Results and discussion: X-ray scattering factors of terbium ions, with two rows predicted

The ions of terbium keep the nuclear charge Z = 65 while the number of electrons N falls from 64 to 2. The calculations are non-relativistic Hartree-Fock, averaged over each configuration. The results for Tb60+ (1s2 2s2 2p1) and Tb63+ (1s2) are withheld at first and are predicted from the other rows.

Terbium ions computed with B-spline radial code 1 by non-relativistic Hartree-Fock at the basis-set limit, averaged over each configuration, with a point nucleus. f is the coherent X-ray scattering factor of the spherical electron density, with s = sin θ/λ in Å⁻¹, and Σ<r²> is summed over all electrons.

```
species   Z  charge (e)  electrons          configuration  f at s = 0.2 (electrons)  f at s = 0.6 (electrons)  f at s = 6.0 (electrons)  Σ<r²> (bohr²)
    Tb+  65           1         64           [Xe] 4f9 6s1                    53.879                    32.050                     2.782          59.47
   Tb3+  65           3         62               [Xe] 4f8                    53.580                    32.021                     2.783          35.58
   Tb8+  65           8         57  [Kr] 4d10 4f7 5s2 5p2                    51.602                    32.123                     2.780          20.82
  Tb11+  65          11         54      [Kr] 4d10 4f6 5s2                    49.933                    32.208                     2.778          15.05
  Tb14+  65          14         51          [Kr] 4d10 4f5                    47.999                    32.329                     2.774          10.73
  Tb16+  65          16         49          [Kr] 4d10 4f3                    46.372                    32.097                     2.775          9.341
  Tb19+  65          19         46              [Kr] 4d10                    43.833                    31.526                     2.777          7.654
  Tb21+  65          21         44               [Kr] 4d8                    42.096                    31.050                     2.786          6.706
  Tb24+  65          24         41               [Kr] 4d5                    39.456                    30.212                     2.801          5.420
  Tb29+  65          29         36      [Ar] 3d10 4s2 4p6                    34.975                    28.501                     2.830          3.576
  Tb32+  65          32         33      [Ar] 3d10 4s2 4p3                    32.251                    27.339                     2.797          2.600
  Tb37+  65          37         28              [Ar] 3d10                    27.669                    25.202                     2.739          1.132
  Tb40+  65          40         25               [Ar] 3d7                    24.727                    22.682                     2.785         0.9343
  Tb42+  65          42         23               [Ar] 3d5                    22.762                    20.977                     2.819         0.8139
  Tb45+  65          45         20               [Ar] 3d2                    19.810                    18.385                     2.877         0.6479
  Tb47+  65          47         18           [Ne] 3s2 3p6                    17.840                    16.638                     2.921         0.5461
  Tb53+  65          53         12               [Ne] 3s2                    11.944                    11.512                     2.623         0.1926
  Tb58+  65          58          7           [He] 2s2 2p3                     6.986                     6.878                     2.168        0.04649
  Tb60+  65          60          5           [He] 2s2 2p1                         ?                         ?                         ?              ?
  Tb63+  65          63          2                    1s2                         ?                         ?                         ?              ?
```

The two limits

For a spherical density the scattering factor is a sum over electrons, each averaged over its distance r from the nucleus:

f = Σ <sin(qr)/(qr)>,  q = 4πs

The three values of s correspond to q = 1.330, 3.990 and 39.90 bohr⁻¹. An electron with qr ≪ 1 scatters in phase and counts as one, while an electron spread over qr ≫ 1 averages to nearly nothing. The kernel first changes sign at r = π/q, so each tenfold rise in s shrinks tenfold the region that still counts.

The compact limit follows from expanding the kernel, and it brings in the last column, Σ<r²>, the mean square radius summed over all electrons:

f ≈ N − q²Σ<r²>/6

Because sin x/x ≥ 1 − x²/6, the true deficit N − f is never above the quadratic term, and their ratio measures how compact an ion is at that q. At s = 0.2 the ratio is 0.58 for Tb+ and 0.99 from Tb37+ to Tb53+. The 1.02 printed for Tb58+ at s = 0.2 is an effect of rounding in f, since the deficit there is tiny. At s = 0.6 the ratio is 0.20 for Tb+ and reaches 0.99 only at Tb58+. The withheld ions are smaller still, so their first two columns are fixed almost entirely by N.

The diffuse limit appears at the top of the table. From Tb+ to Tb3+, where a 6s and a 4f electron leave, f at s = 0.2 loses 0.15 per electron, against 0.98 for the 3d electrons from Tb37+ to Tb40+. Only the 6s electron is diffuse. The 4f electron is more compact and should by itself cost more than the whole change, so contraction of the remaining shells probably offsets part of its loss; the outputs do not give the split. At s = 6.0, where π/q = π/39.90 = 0.079 bohr, the eighteen electrons removed between Tb+ and Tb19+ move f by less than 0.01. Several steps of the table mix shells, so these slopes belong to configurations and do not form one curve in charge.

Between the limits

At s = 0.6 the kernel changes sign at π/3.990 = 0.79 bohr, between the mean radii that the Tb11+ run gives for 4f (0.67 bohr) and 5s (1.22 bohr). The factor rises by 0.308 from Tb3+ to Tb14+ although electrons are removed, most of them 5p and 5s. A hydrogenic 5s shape of the computed size scatters essentially zero here, so losing such electrons should cost little. Two sources of the gain are plausible. The remaining n = 4 shells contract as screening drops, which moves their density into the positive lobe, and the true 5s and 5p shapes may scatter slightly negatively, so that their removal raises f. The first is at work within the rise: from Tb11+ to Tb14+ the computed <r²> of a 4f electron falls by about a tenth. How the gain divides between the two sources is not computed, since hydrogenic shapes miss Tb11+ by about as much as the effect.

At s = 6.0 the shape of an orbital matters as well as its mean radius. Hydrogenic orbitals of effective charge Z′ give, with x = q/Z′,

f(1s) = 1/(1 + x²/4)²
f(2p) = (1 − x²)/(1 + x²)⁴
f(2s) = (1 − 2x²) f(2p)

For the L shell x is about 0.65. This lies well short of the 2p zero at x = 1 but close to the first 2s zero at x² = 1/2. With charges taken from the orbital moments of the Tb45+ run, a 1s electron scatters 0.83, a 2p electron 0.13 and a 2s electron only 0.02. At larger s, or for a smaller nuclear charge, x grows, and the formulas send first 2s and then 2p through zero.

The same shapes account for the signs of the larger steps in the third column. They give +0.053 for a 3p electron, and the table loses 0.050 per electron when the 3p shell is stripped from Tb47+ to Tb53+. They give about −0.012 for a 3d electron, and the table gains 0.018 per electron as 3d empties. Theory traces the contrast to nodes: 3p has an inner lobe at L-shell distances, whereas the nodeless 3d density lies almost wholly beyond π/q, where the kernel is first negative and then oscillates ever more weakly, so that a small negative sum is left. The 3s and 3p orbitals also contract as 3d empties, which pushes f the same way, and the numbers do not split the gain between direct loss and contraction.

These shapes were tested without any fit on Tb11+, Tb29+ and Tb45+, with each charge taken from the orbital's <r²> or <1/r>. They fall below the tabulated f at s = 6.0 in all six cases, by 0.03 to 0.09 electrons, least for the most stripped ion. That is good enough for the signs and rough sizes of the larger shell terms and too coarse for a total. The prediction is therefore anchored on the nearest known row.

Prediction

One L-shell charge was fitted to Σ<r²> of Tb58+ alone. The hydrogenic values <r²> = 3/Z′², 42/Z′² and 30/Z′² for 1s, 2s and 2p give

Σ<r²>(Tb58+) = 6/Z′(1s)² + 84/Z′(2s)² + 90/Z′(2p)²

The 2p charge comes out between 61.58 and 62.16, depending on how the other two are tied to it. The f values of Tb58+ were not fitted, and at s = 6.0 the model lies below the table by 0.005 to 0.017 electrons. Tb60+ is obtained by removing two 2p electrons and raising the L-shell charges.

The error bar spans four ranges, plus the rounding of the table. The 1s screening runs from the variational 5/16 of a two-electron ion to 0.79, the value implied by the 1s <r²> of Tb45+, and the excess of the 2s over the 2p charge runs from zero to the 1.18 found in that ion. Both upper ends rest on single-orbital moments, which depend on how the program mixes closed shells of equal l, so they serve as bounds only. The screening released per 2p electron is assumed to lie between 0.2 and 0.5, around Slater's value, and none or all of the Tb58+ misfit is carried over.

Tb63+ involves the first range alone and no fitted quantity, so it can be worked in full. The two ends are Z′ = 65 − 5/16 = 64.69 and Z′ = 65 − 0.79 = 64.21:

Z′ = 64.69: x²/4 = (39.90/129.38)² = 0.0951, f = 2/1.0951² = 1.668, Σ<r²> = 6/64.69² = 0.001434 bohr²
Z′ = 64.21: x²/4 = (39.90/128.42)² = 0.0965, f = 2/1.0965² = 1.663, Σ<r²> = 6/64.21² = 0.001455 bohr²

With no outer electrons left to penetrate the K shell, the ion should fall in the weak-screening half of this range. The forecasts for both ions are:

Tb60+: f(0.2) 4.991 ± 0.001; f(0.6) 4.921 ± 0.002; f(6.0) 1.89 ± 0.02; Σ<r²> 0.0302 ± 0.0004 bohr²
Tb63+: f(0.2) 1.999–2.000; f(0.6) 1.996 ± 0.001; f(6.0) 1.663–1.668; Σ<r²> 0.001434–0.001455 bohr²

In words, f at s = 6.0 keeps falling and the 1s pair carries most of it. The forecasts at small s are nearly guaranteed by N and are weak tests. The real tests are f at s = 6.0 and Σ<r²>.

Computed values

The withheld rows as computed:

```
species   Z  charge (e)  electrons  configuration  f at s = 0.2 (electrons)  f at s = 0.6 (electrons)  f at s = 6.0 (electrons)  Σ<r²> (bohr²)
  Tb60+  65          60          5   [He] 2s2 2p1                     4.991                     4.921                     1.885        0.03014
  Tb63+  65          63          2            1s2                     2.000                     1.996                     1.667       0.001438
```

All eight values lie inside their ranges, and the printed output after this text lists each miss against its bar. At s = 0.2 and 0.6 the misses are below the rounding of 0.0005 electrons. The largest miss relative to its bar, for Tb63+ at s = 0.2, is only the predicted 1.9996 printed as 2.000. These four hits confirm the compact limit and say little about screening.

For Tb60+ the computed f at s = 6.0 is 1.885, which is 0.002 below the centre of the model range, and Σ<r²> is 0.03014 bohr², about 0.1% below the centre. Both misses are near a tenth of the bar. That closeness is partly luck, because the centre is only the midpoint of ranges that were assumed or borrowed. Screening, charge split and carried misfit also trade against each other, so the hit fixes none of them singly.

For Tb63+ the computed 1.667 and 0.001438 bohr² both lie in the weak-screening half, as forecast, though not at its end. The radius implies Z′ = √(6/0.001438) = 64.6, a screening near 0.4 and so above 5/16. Theory argues that this is a matter of shape: the variational charge is tuned to the energy, which weights small r, whereas <r²> weights the tail, where the partner electron screens almost fully. The Tb63+ run bears this out. Its electron–nucleus energy, −8409.375 hartree, equals −2Z<1/r>, so <1/r> = 64.69 bohr⁻¹. For a 1s orbital that is the effective charge, and it sits at the variational value while <r²> gives the lower 64.6.

Two simpler rules fail the real tests. Unscreened orbitals of charge 65 make Σ<r²> too small by 6% of the computed value for Tb60+ and by 1% for Tb63+, and they put f at s = 6.0 of Tb60+ at 1.929, well outside the bar. Screening by four other electrons thus remains visible even at this charge. It matters more in the L shell than in the K shell because the 1s pair lies inside the L electrons, and because f(2s) and f(2p) vary fast with x.

A straight line in N through Tb53+ and Tb58+ gives 1.986 for Tb60+ at s = 6.0 and a negative Σ<r²>. The shell factors explain the first error. That step removes two 3s electrons of about 0.03 each and three 2p electrons of about 0.13 each, and (2 × 0.03 + 3 × 0.13)/5 = 0.09 matches the tabulated slope. The next step removes 2p electrons only, which are worth more, so the line falls too slowly.

The bars describe agreement with this calculation and not with real terbium ions. With (Zα)² = 0.225, α being the fine-structure constant, relativity contracts the 1s shell by far more than the screening range used for it here, and it contracts the L shell appreciably too. Standard theory places that change mainly in f at s = 6.0 and, for these compact ions, in Σ<r²>. The wiggles of a few thousandths in the third column from Tb+ to Tb19+ are given no physical reading for the same reason.

Printed output of the fit:

```
q = 1.330 3.990 39.899 1/bohr; rounding of f 0.0005 e; (Z alpha)^2 = 0.225
ion, N-f(0.2), q2r2/6, ratio | ratio at 0.6 | change per electron removed: f(0.2) f(0.6) f(6.0)
Tb+     10.121  17.532  0.58 |  0.20 | first row
Tb3+     8.420  10.489  0.80 |  0.32 | -0.149 -0.014 +0.0005
Tb8+     5.398   6.138  0.88 |  0.45 | -0.396 +0.020 -0.0006
Tb11+    4.067   4.437  0.92 |  0.55 | -0.556 +0.028 -0.0007
Tb14+    3.001   3.163  0.95 |  0.66 | -0.645 +0.040 -0.0013
Tb16+    2.628   2.754  0.95 |  0.68 | -0.814 -0.116 +0.0005
Tb19+    2.167   2.256  0.96 |  0.71 | -0.846 -0.190 +0.0007
Tb21+    1.904   1.977  0.96 |  0.73 | -0.869 -0.238 +0.0045
Tb24+    1.544   1.598  0.97 |  0.75 | -0.880 -0.279 +0.0050
Tb29+    1.025   1.054  0.97 |  0.79 | -0.896 -0.342 +0.0058
Tb32+    0.749   0.766  0.98 |  0.82 | -0.908 -0.387 -0.0110
Tb37+    0.331   0.334  0.99 |  0.93 | -0.916 -0.427 -0.0116
Tb40+    0.273   0.275  0.99 |  0.94 | -0.981 -0.840 +0.0153
Tb42+    0.238   0.240  0.99 |  0.94 | -0.982 -0.852 +0.0170
Tb45+    0.190   0.191  0.99 |  0.94 | -0.984 -0.864 +0.0193
Tb47+    0.160   0.161  0.99 |  0.94 | -0.985 -0.873 +0.0220
Tb53+    0.056   0.057  0.99 |  0.95 | -0.983 -0.854 -0.0497
Tb58+    0.014   0.014  1.02 |  0.99 | -0.992 -0.927 -0.0910
f(0.6) Tb3+ to Tb14+: +0.308 e; f(6.0) per 3d electron removed, Tb37+ to Tb47+: +0.0182 e
Tb11+ model-table, charges from <r2> / <1/r>: f(0.6) -0.551 / -0.217, f(6.0) -0.087 / -0.083 e
Tb29+ model-table, charges from <r2> / <1/r>: f(0.6) -0.019 / -0.276, f(6.0) -0.074 / -0.079 e
Tb45+ model-table, charges from <r2> / <1/r>: f(0.6) -0.001 / -0.017, f(6.0) -0.048 / -0.027 e
Tb45+ f(6.0) per electron, <r2>: 1s +0.832 2s +0.020 2p +0.127 3s +0.032 3p +0.053 3d -0.012
Tb45+ f(6.0) per electron, <1/r>: 1s +0.833 2s +0.018 2p +0.134 3s +0.028 3p +0.053 3d -0.013
Tb29+ f(6.0) per electron, <1/r>: 1s +0.833 2s +0.016 2p +0.130 3s +0.018 3p +0.043 3d -0.009 4s +0.002 4p +0.010
Tb11+ f(0.6) per electron, <r2>: 1s +0.998 2s +0.970 2p +0.977 3s +0.820 3p +0.830 3d +0.863 4s +0.339 4p +0.321 4d +0.286 4f +0.190 5s -0.001
Tb45+ charges from <r2>: 1s 64.21 2s 61.00 2p 59.82; ranges: 1s screening 0.3125-0.790, 2s-2p split 0-1.18
Tb58+ fit: 2p charge 61.58-62.16; table-model f(0.6) -0.0002 to -0.0002, f(6.0) +0.0051 to +0.0169 e
withheld: predicted +- bar | computed, miss (computed-predicted), miss/bar | unscreened Z=65, line in N (f in e, r2 in bohr2)
Tb60+ f(0.2) 4.9910 +- 0.0008 | 4.9910, +0.0000, +0.05 | 4.9916, 5.0028
Tb60+ f(0.6) 4.9209 +- 0.0017 | 4.9210, +0.0001, +0.08 | 4.9255, 5.0244
Tb60+ f(6.0) 1.8871 +- 0.0163 | 1.8850, -0.0021, -0.13 | 1.9294, 1.9860
Tb60+ sum r2 0.030170 +- 0.000420 | 0.030140, -0.000030, -0.07 | 0.028402, -0.011954
Tb63+ f(0.2) 1.9996 +- 0.0005 | 2.0000, +0.0004, +0.85 | 1.9996, 2.0280
Tb63+ f(0.6) 1.9962 +- 0.0005 | 1.9960, -0.0002, -0.33 | 1.9962, 2.2440
Tb63+ f(6.0) 1.6655 +- 0.0027 | 1.6670, +0.0015, +0.55 | 1.6705, 1.7130
Tb63+ sum r2 0.001445 +- 0.000011 | 0.001438, -0.000007, -0.59 | 0.001420, -0.099620
```
